## The row that looks wrong

At a wave cutoff of 300 eV the pressure error of Ta₂Si is 0.257 GPa, five times its size at 250 eV. The larger basis seems to have made the calculation worse. Yet over the same step the energy error falls by a factor of six and the force change by a factor of three. The row at 300 eV is in order; the row at 250 eV has a pressure far better than its basis deserves, and so, measured against their energy errors, do the rows at 150 and 200 eV.

Ta2Si (I4/mcm, 6-atom cell, 16.04 Å³ an atom) in Ansatz 0.2.0: scalar-relativistic PBEsol, plane waves with the soft_2 PAW set, no spin polarisation, 10×10×10 k mesh, Gaussian smearing of 0.1 eV. Cell and atoms are fixed, the density cutoff is four times the wave cutoff, and the reference wave cutoff is 850 eV. Energies are at zero smearing; pressure is positive in compression.

| wave cutoff (eV) | energy less reference (meV/atom) | pressure less reference (GPa) | largest force change (eV/Å) | plane waves at gamma |
| --- | --- | --- | --- | --- |
| 150 | 5960 | -1.01 | 0.157 | 369 |
| 200 | 897 | 0.283 | 0.0183 | 637 |
| 250 | 113 | -0.051 | 0.00813 | 863 |
| 300 | 17.9 | 0.257 | 0.00256 | 1151 |
| 350 | 5.15 | 0.052 | 0.00071 | 1455 |
| 380 | 2.38 | 0.022 | 0.00018 | 1585 |
| 420 | 0.780 | 0.005 | 1e-05 | 1945 |
| 460 | 0.431 | 0.002 | 3e-05 | 2161 |
| 520 | 0.323 | 0.001 | 2e-05 | 2613 |
| 600 | 0.123 | 0.002 | 0 | 3203 |
| 700 | 0.052 | 0.001 | 1e-05 | 4047 |

All errors are relative to the calculation at 850 eV, with the atoms and the cell held fixed. The pressure itself is negative in every row, so the cell tends to contract; a positive error means that this pull comes out weaker than at 850 eV. The rows up to 380 eV were flagged by the program as lying below the recommended cutoff, so the irregular pressures belong to a range meant for study rather than for use.

## Why the energy has a direction

A plane-wave calculation builds the electron waves from simple periodic waves, and the cutoff sets the shortest wavelength allowed. Raising it keeps every wave already present and adds shorter ones. The electrons can ignore the new waves or use them to lower the energy, so for a given energy expression extra waves cannot raise it. This is the variational principle, and the energy column falls at every step, as the principle leads us to expect.

The guarantee is not quite strict here. With smearing it holds for the free energy rather than for the zero-smearing energy in the table, though the free energy also falls at every step. The cutoff for the electron density was kept at four times the wave cutoff, so two settings improve together. The table shows their joint effect and cannot divide it between them.

## Why the pressure has none

Pressure measures how the energy changes when the cell changes its volume. Let $\Delta E$ be the energy error per atom, $V$ the volume per atom and $\Delta P$ the pressure error. If the pressure belongs to a fixed cutoff,

$$\Delta P=-\frac{d\,\Delta E}{dV}.$$

The energy error is positive, but the slope of a positive quantity may be positive, negative or zero.

Two limiting cases show what this means. Suppose first that the missing energy sits entirely in the inner parts of the atoms and stays the same when the atoms move apart. The energy could then be badly wrong while the pressure was exact. Suppose instead that the missing energy shrinks in proportion to $1/V$. Then $\Delta P\,V/\Delta E=1$, and the pressure error falls in step with the energy error.

The ratios in the rows come numerically close to both limits, although they are what remains after a correction for the finite cutoff, discussed below, and need not reflect a real volume dependence. At 200 and 250 eV the ratio $\Delta P\,V/\Delta E$ is only 0.03 and −0.05, near the first case. At 300, 350 and 380 eV it is 1.4, 1.0 and 0.9, near the second. At 420 eV it has dropped to 0.6. From 460 eV onwards the table gives the pressure error too few digits for a reliable ratio, but the unrounded pressures put it between 0.3 and 0.9. The larger values printed below for 600 and 700 eV use the table's pressure errors, which match pressures rounded before the reference was subtracted. The orderly decline of the pressure error therefore begins at 300 eV, the very row that looked wrong.

The small ratios at low cutoff have a plausible origin. Each tantalum atom brings its compact 5s and 5p electrons into the calculation, and these need short waves but take little part in bonding. Much of the energy missing from a coarse basis may therefore be the same at any volume. No calculation here separates tantalum from silicon, so this remains a likely reading.

## How large the pressure break is

A simple yardstick is a smooth decay in which equal steps of cutoff reduce the error by equal factors. The cutoff of 250 eV lies midway between 200 and 300 eV, so the expected size of its pressure error is the geometric mean of the two neighbours:

$$\sqrt{0.283\times0.257}\ \text{GPa}=0.27\ \text{GPa}.$$

The calculation gives 0.051 GPa in size, about five times less. The yardstick alone cannot say which row is odd, though: drawn between 250 and 350 eV, it would make the error at 300 eV five times too large. The larger cutoffs decide. From 300 eV onwards the pressure error falls roughly along with the energy error, and the row at 250 eV does not fit that decline. Neither does the row at 200 eV, which anchors the yardstick. With the ratio $\Delta P\,V/\Delta E$ near 1, as it is from 300 to 380 eV, the pressure error would be about twenty times the computed size at 250 eV and about thirty times at 200 eV. The break thus separates all three lowest cutoffs from the rest, and 250 eV is only where it is easiest to see.

This yardstick ignores signs, and there it fails as a description of the physics. The pressure error is negative at 150 eV, positive at 200 eV, negative at 250 eV and positive from 300 eV onwards. A quantity that keeps changing sign can land close to zero by chance, and such a row looks converged when it is not. The factor of five compares the row with its two neighbours, one of which is itself far off the later decline; it is not a property of the material.

## What the directions reveal

Pressure is an average over three directions, and an average can hide errors of opposite sign. This tetragonal crystal has two equal directions in the plane and a different one along $c$. At 250 eV the stress error is slightly positive in the plane, 0.03 GPa, and clearly negative along $c$, −0.21 GPa. At 300 eV both are positive and close to 0.26 GPa.

Some of the good pressure at 250 eV thus comes from cancellation, but not most of it. If the signs are dropped before averaging, the error is 0.09 GPa at 250 eV and still 0.26 GPa at 300 eV. The in-plane part is small in its own right. The row at 200 eV hides even more: −0.31 GPa in the plane against 1.47 GPa along $c$, or 0.70 GPa without signs. Applied to these unsigned errors, the yardstick gives 0.42 GPa at 250 eV, still about five times the computed size. The break therefore lies mainly in the stress components themselves, not in cancellation between directions. Their errors have no fixed sign, so one of them can be small even in a coarse basis, as the in-plane part is at 250 eV. The part along $c$ falls about sevenfold from 200 to 250 eV, nearly in step with the energy error. The clearer change is one of character: up to 250 eV the two parts differ in sign and size, and from 300 eV onwards they are nearly equal.

The force on tantalum behaves in a similar way. Relative to the calculation at 850 eV, its component is too large at 150 eV, too small at 200 eV and too large again at 250 eV. The force column gives only the size of the change, so these reversals are hidden there. Like pressure, a force is a slope of the energy, and its error is free to take either sign. From 420 eV onwards the force change no longer falls steadily, but it stays at 3e-05 eV/Å or less, too small to matter.

One part of the cause stays open. When a cell expands with a fixed list of plane waves, the waves stretch and the list no longer reaches the same cutoff. This produces a false tendency to contract, for which the tabulated pressures have been corrected. The energy falls so steeply with the cutoff that this correction is expected to be larger than the error left over throughout the table, and many times larger at the lowest cutoffs. Both the small ratios up to 250 eV and the ratios near 1 from 300 eV are therefore remainders of it. Even a small fault in it could resemble a real volume dependence of the missing energy, and calculations at several volumes would be needed to tell them apart.

## A fainter break in the energy

The energy falls at every step, but not evenly. An even logarithmic fall between 460 and 600 eV would give an error of 0.25 meV/atom at 520 eV. The computed value is 0.323 meV/atom, more than a quarter above it. The difference is only 0.07 meV/atom, too small to matter in most uses, yet well above the last printed digit.

Other rows stray about as far from such an estimate: at 300 eV the error lies 26 % below the one drawn between 250 and 350 eV. What sets 520 eV apart is what each new wave achieves around it. Between 520 and 600 eV an added plane wave lowers the energy 1.4 times as much as one added between 460 and 520 eV. In a smooth decay the later waves would achieve less, as they do at every other step in the table. The count at gamma grows in whole shells, whereas the energy is an average over the k mesh; with a count growing smoothly as the cutoff to the power 3/2 the factor is expected to be somewhat smaller but still above one. This comparison uses only differences between neighbouring rows, so an error left in the calculation at 850 eV drops out of it.

A likely cause lies in the shape of the electron waves near the atoms. The projector-augmented-wave method replaces their sharp inner wiggles by smooth functions inside a sphere. The content of such functions at shorter and shorter wavelengths need not fade evenly; it can dip and recover. Waves added in a dip bring little, and those just beyond it bring more. This fits the numbers, but the density cutoff changes as well, and no row tests the two separately.

## Choosing a cutoff

Suppose an engineer accepts any cutoff whose pressure lies within 0.1 GPa of the value at 850 eV. That rule would stop at 250 eV, where the energy is still 113 meV/atom too high, and the next larger basis would break it. Part of such an energy error is expected to cancel when similar cells are compared at the same cutoff, but these rows cannot show how much. A safer rule asks that the energy, each stress component and the forces all be settled, and that they stay settled at the next cutoff.

At 420 eV this compound meets such a rule for many purposes: the energy error is 0.780 meV/atom and the pressure error 0.005 GPa. From 460 eV onwards the pressure errors are about 0.002 GPa or less, far below what most uses need. For a similar compound described with the same atomic datasets, the energy should again fall steadily, while an early good pressure should be distrusted until a larger basis confirms it.

The printed analysis below lists the separate stress errors, the energy gained per added wave and the logarithmic estimates between neighbouring rows.

Printed output of the fit:

```
Parts of the pressure error:
  row  in-plane stress change GPa  stress change along c GPa  mean unsigned stress change GPa  signed Ta force change eV/A  pressure error times volume over energy error
  150                      0.3607                     -3.751                            1.491                        0.157                                       -0.01697
  200                     -0.3127                      1.473                           0.6995                     -0.01834                                        0.03159
  250                     0.02548                    -0.2057                          0.08554                     0.008128                                       -0.04518
  300                      0.2519                     0.2661                           0.2566                     0.002561                                          1.437
  350                     0.04967                    0.05657                          0.05197                     0.000707                                          1.011
  380                     0.02055                    0.02265                          0.02125                     0.000184                                         0.9254
  420                    0.004771                   0.005132                         0.004891                        8e-06                                         0.6418
  460                    0.001729                   0.002185                         0.001881                      2.8e-05                                         0.4646
  520                    0.000914                   0.001181                         0.001003                      2.2e-05                                         0.3099
  600                    0.001176                    0.00101                         0.001121                       -1e-06                                          1.628
  700                     0.00039                   0.000302                        0.0003607                     -1.1e-05                                          1.925
Energy gained since the row before:
  row  gain meV/atom  gain per added plane wave in micro-eV/atom
  200           5063                                       18892
  250            784                                        3469
  300           95.1                                       330.2
  350          12.75                                       41.94
  380           2.77                                       21.31
  420            1.6                                       4.444
  460          0.349                                       1.616
  520          0.108                                      0.2389
  600            0.2                                       0.339
  700          0.071                                     0.08412
Size of pressure error at 250 eV expected from an even logarithmic fall between 200 and 300 eV, GPa: 0.2697
Expected over computed size of pressure error at 250 eV: 5.288
Size of pressure error at 300 eV over that at 250 eV: 5.039
Energy error at 250 eV over that at 300 eV: 6.313
Force change at 250 eV over that at 300 eV: 3.176
Energy error at 520 eV expected from an even logarithmic fall between 460 and 600 eV, meV/atom: 0.2518
Computed less expected energy error at 520 eV, meV/atom: 0.07118
Computed above expected energy error at 520 eV, percent: 28.27
Gain per added wave from 520 to 600 eV over that from 460 to 520 eV: 1.419
```
